The six molecules below share the formula C2H7GeNSi and differ only in how their atoms are linked. In the table, each heavy atom is written with its hydrogens and a number, and the links say which atoms are joined. Each energy column starts from its own lowest structure, so only differences between structures can be compared across the two methods.

Six C2H7GeNSi isomers as isolated, neutral molecules. The functional energies are from Ansatz 0.2.0 (r2SCAN-D4/def2-SVP, non-relativistic), at geometries relaxed with GFN2-xTB in xtb 6.7.1, which also gives the tight-binding energies. Zero-point energy is not included.

```
structure  energy above the lowest, functional (kcal/mol)  energy above the lowest of its own list, GFN2-xTB (kcal/mol)                 heavy atoms with their hydrogens, and links  spin multiplicity
        3                                           0.000                                                        18.520  C(1) CH2(2) GeH3(3) N(4) SiH2(5); links 2-3, 1-4, 1-5, 2-5                  1
        6                                           5.680                                                         0.000  C(1) CH2(2) GeH2(3) N(4) SiH3(5); links 1-2, 2-3, 1-4, 3-5                  1
        5                                          15.300                                                        16.210  C(1) C(2) GeH3(3) NH2(4) SiH2(5); links 1-2, 2-3, 1-5, 4-5                  1
        2                                          18.470                                                        10.660  CH(1) C(2) GeH3(3) NH(4) SiH2(5); links 1-2, 3-4, 2-5, 4-5                  1
        4                                          24.390                                                         9.480  CH(1) C(2) GeH2(3) NH(4) SiH3(5); links 1-2, 2-3, 3-4, 4-5                  1
        1                                          25.440                                                        22.560  C(1) C(2) GeH2(3) NH2(4) SiH3(5); links 1-2, 1-3, 3-4, 2-5                  1
```

(a) At the functional level, which kind of molecule lies lowest, and how clearly is it set apart?

Solution. The links show that structures 3 and 6 are nitriles, with a C≡N group:

3: N≡C–SiH₂–CH₂–GeH₃

6: N≡C–CH₂–GeH₂–SiH₃

The other four are alkynes, with a C≡C group and a singly bonded nitrogen. Both nitriles lie below every alkyne, and 9.6 kcal/mol separates the higher nitrile from the lowest alkyne. This ranks the molecules in the list; some types of bond were not tried, and an isomer outside the list could lie lower still.

(b) Structures 3 and 5 both have a triple bond, an SiH₂ group and a GeH₃ group. Why is 3 the more stable?

Solution. Structure 5 is H₂N–SiH₂–C≡C–GeH₃. Going from 5 to 3 exchanges these bonds:

C≡C + Si–N + 2 N–H → C≡N + Si–C + 2 C–H

In tables of average bond energies, C≡N is stronger than C≡C. Polarity alone does not explain this, because the nonpolar N≡N bond is stronger still; nitrogen's smaller size, which shortens the bond, probably helps. An average C–H bond is also somewhat stronger than an average N–H bond. Giving up the strong Si–N bond may cost part of this gain, but not all of it. The functional gives the total, 15.3 kcal/mol in favour of 3, while its division among the bonds is an argument from known bond strengths. GFN2-xTB disagrees and puts 5 lower by 2.3 kcal/mol. The drawn links, on which the argument relies, are kept in the relaxed geometries of all six structures.

(c) What happens if silicon and germanium change places?

Solution. Two pairs of alkynes answer this:

5: H₂N–SiH₂–C≡C–GeH₃ becomes 1: H₂N–GeH₂–C≡C–SiH₃

2: HC≡C–SiH₂–NH–GeH₃ becomes 4: HC≡C–GeH₂–NH–SiH₃

The functional energy rises both times, by 10.1 and 5.9 kcal/mol. In the better partner silicon sits inside the chain, bonded to both carbon and nitrogen, and germanium sits at the end with three hydrogens.

Silicon is smaller and less electronegative than germanium, so its bonds to carbon and nitrogen are shorter and more polar. It also binds hydrogen more strongly, but there its advantage is smaller. The best use of silicon is therefore to give it the carbon and nitrogen neighbours and leave the hydrogens to germanium. The same reasoning can be tried on any pair of isomers related by such an exchange.

For the first pair, let D be the energy needed to break a bond. With rough recalled values in kJ/mol:

E(1) − E(5) ≈ D(Si–N) + D(Ge–H) − D(Ge–N) − D(Si–H)

≈ 320 + 290 − 260 − 320 = 30 kJ/mol ≈ 7 kcal/mol

An equally plausible Si–N value of 360 kJ/mol raises the estimate to 17 kcal/mol, so the computed gap falls between the two. For the second pair the estimate is 12 kcal/mol, twice the computed value. The argument gives the direction and the rough size, but no more, since the surroundings of the other bonds change as well.

(d) Could a table of bond energies have ranked all six molecules?

Solution. At best the two ends. Adding up recalled bond energies, with nothing fitted, puts 3 lowest and 1 highest for either Si–N value. With the larger value, however, 2 lies only 2.4 kcal/mol above 3, so even the lowest place is not secure. The middle of the list is unreliable: structure 2 comes out below 6, against the functional result. The typical miss from the functional energies is 5 or 9 kcal/mol, depending on the Si–N value.

The reason is that a small difference is sought between large sums. An average bond energy also ignores the neighbours of a bond. In structure 6, for example, the single bond from the nitrile carbon to CH₂ is stronger than an average C–C bond, which may be part of the reason why the bond sum places this molecule too high.

(e) What would change if the molecules were ranked by tight binding alone?

Solution. GFN2-xTB would choose structure 6 and place 3 fifth, 18.5 kcal/mol higher. The functional instead puts 3 below 6 by 5.7 kcal/mol, so this one comparison swings by 24 kcal/mol. The two methods also disagree on the order of 2 and 4, so tight binding supports only the first of the two exchanges in part (c).

Both energies of a molecule were calculated at the same tight-binding geometry. The reordering therefore comes from the energies that the methods give to the same shapes, though relaxing each molecule with the functional could still shift the gaps. GFN2-xTB was designed mainly for geometries, vibrations and weak interactions between molecules, and exchanging strong bonds is a harder task for it.

(f) Does tight binding simply make C–Si bonds too weak relative to the functional?

Solution. The idea is tempting, because structure 3 has two such bonds and 6 has none. A straight line was fitted to the difference between the methods against the number of C–Si bonds, using all six structures. It rises by about 13 kcal/mol per bond, but the only molecule with two of these bonds has a strong hold on the slope. When each molecule is predicted from the other five, the typical error is 9 kcal/mol, against 12 for a constant with no bond count at all.

A control weakens the idea further. Structures 5 and 2 have one C–Si bond each, yet the difference between the methods changes by almost 9 kcal/mol from one to the other. The bond count may be part of the cause, but these six molecules do not establish it. The printed output after this text gives the fit and the bond sums.

(g) Which differences can be trusted, and how should such a list be used?

Solution. The decimals are useful for subtraction and do not measure accuracy. The order of 4 and 1 rests on about 1 kcal/mol and is undecided: each structure was calculated in a single conformer, and another conformer, a larger basis or zero-point motion could reverse it. The 3 kcal/mol between 5 and 2 is tentative for the same reasons. The 5.7 kcal/mol that puts 3 below 6 and the gap between nitriles and alkynes are wider, but they too rest on a single functional in a small basis. The functional runs were also made without a search for lower electronic solutions, so that none exists is assumed and not tested.

For molecules considered as precursors of silicon- or germanium-containing films, the ranking concerns the stability of isomers; volatility and the path of decomposition need their own study. In a search for stable isomers, tight binding can supply candidates and starting geometries, but the energy window for keeping them must be wide. Here, any window narrower than 18.5 kcal/mol would have discarded the molecule that the functional puts lowest.

Output of the analysis:

```
Energies above the lowest in kcal/mol:
  row  functional  GFN2_xTB  bond_sum_SiN_320  bond_sum_SiN_360  C_Si_bonds  xTB_less_functional
    3           0     18.52                 0                 0           2                18.52
    6        5.68         0             14.34             14.34           0                -5.68
    5        15.3     16.21             21.51             11.95           1                 0.91
    2       18.47     10.66             11.95              2.39           1                -7.81
    4       24.39      9.48              23.9             14.34           0               -14.91
    1       25.44     22.56             28.68             28.68           1                -2.88
Lowest alkyne less higher nitrile, functional, kcal/mol: 9.62
Structure 5 less 3, GFN2-xTB, kcal/mol: -2.31
Structure 1 less 5, functional, kcal/mol: 10.14
Structure 1 less 5, GFN2-xTB, kcal/mol: 6.35
Structure 1 less 5, bond sum with Si-N 320, kcal/mol: 7.17
Structure 1 less 5, bond sum with Si-N 360, kcal/mol: 16.73
Structure 4 less 2, functional, kcal/mol: 5.92
Structure 4 less 2, GFN2-xTB, kcal/mol: -1.18
Structure 4 less 2, bond sum with either Si-N value, kcal/mol: 11.95
Structure 2 less 5, functional, kcal/mol: 3.17
Structure 1 less 4, functional, kcal/mol: 1.05
Rms miss of bond sum with Si-N 320, kcal/mol: 5.273
Rms miss of bond sum with Si-N 360, kcal/mol: 8.721
Rank correlation of the two computed columns: 0.2
Swing of 3 against 6 between the methods, kcal/mol: 24.2
Control, method shift from 5 to 2 at equal C-Si count, kcal/mol: -8.72
fit of shift on 6 rows: constant -12.9 +/- 4, coefficient of nCSi 13.11 +/- 3.7; rms 5.12, worst 2 8.02, leave-one-out rms 9.03
Leave-one-out rms of a constant alone for the method shift, kcal/mol: 12.43
D4 part of structure 1 less 2, kcal/mol: 0.2049
```
